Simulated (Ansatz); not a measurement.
## Ligand exchange: H2S + Al(CH3)(SH)2 → H2S2 + AlH(CH3)(SH)

Gas-phase species: H2S (hydrogen sulfide) `S`, singlet; Al(CH3)(SH)2, singlet; H2S2 `SS`, singlet; AlH(CH3)(SH), singlet. The partners trade H for SH: S–H and Al–SH bonds give way to S–SH and Al–H.

Shapes, held fixed at every level: PBE0-D4/def2-TZVP. Flexible molecules stand in one conformer, not always the lowest. Programs: Ansatz 0.2.0. Electronic energies: no zero-point or thermal term.

```json
{"level": "HF/def2-TZVPP", "kind": "Hartree–Fock", "ΔE (kJ/mol)": "+160.1", "less CCSD(T)/CBS estimate": "-2.8"}
{"level": "r2SCAN-D4/def2-TZVPP", "kind": "meta-GGA", "ΔE (kJ/mol)": "+161.0", "less CCSD(T)/CBS estimate": "-1.9"}
{"level": "B3LYP-D4/def2-TZVPP", "kind": "global hybrid", "ΔE (kJ/mol)": "+154.2", "less CCSD(T)/CBS estimate": "-8.7"}
{"level": "wB97M-V/def2-TZVPP", "kind": "range-separated hybrid", "ΔE (kJ/mol)": "+157.8", "less CCSD(T)/CBS estimate": "-5.1"}
{"level": "wB97X-V/def2-TZVPP", "kind": "range-separated hybrid", "ΔE (kJ/mol)": "+156.8", "less CCSD(T)/CBS estimate": "-6.1"}
{"level": "MP2/def2-TZVPP", "kind": "perturbation theory", "ΔE (kJ/mol)": "+171.1", "less CCSD(T)/CBS estimate": "+8.2"}
{"level": "CCSD(T)/def2-TZVPP", "kind": "coupled cluster or CI", "ΔE (kJ/mol)": "+166.6", "less CCSD(T)/CBS estimate": "+3.7"}
{"level": "CCSD(T)/CBS estimate", "kind": "coupled cluster or CI", "ΔE (kJ/mol)": "+162.9", "less CCSD(T)/CBS estimate": "0.0"}
```

The highest level, CCSD(T)/CBS estimate, gives ΔE = +162.9 kJ/mol; the levels span +154.2 to +171.1. The column of differences is taken from that level and isn't an error. No measured value is set beside it here. The CBS estimate extrapolates MP2 from def2-TZVPP and def2-QZVPP and adds CCSD(T) − MP2 in the triple-zeta set, cores frozen.

The exchange is strongly uphill at every level, with +162.9 kJ/mol at the highest, and the spread among methods is far too small to put its sign in doubt. Although it is formally a swap of H for SH, the reaction is a redox step: two sulfur atoms are oxidised from sulfide to disulfide, while a protic hydrogen of H2S becomes a hydride on aluminium. The cost probably reflects the loss of a strong, polar Al–S bond, helped by some sulfur lone-pair donation into the empty aluminium p orbital, and of an S–H bond, for which a modest S–S bond and a less stabilising Al–H bond are poor compensation.

Hartree–Fock's closeness to the reference is partly fortuitous: in the same triple-zeta basis, CCSD(T) lies higher, at +166.6 kJ/mol, and basis-set extension then brings the value back down. These energies describe monomeric, three-coordinate aluminium species and do not carry over directly to thiolate- or hydride-bridged aggregates, where association could shift the balance.
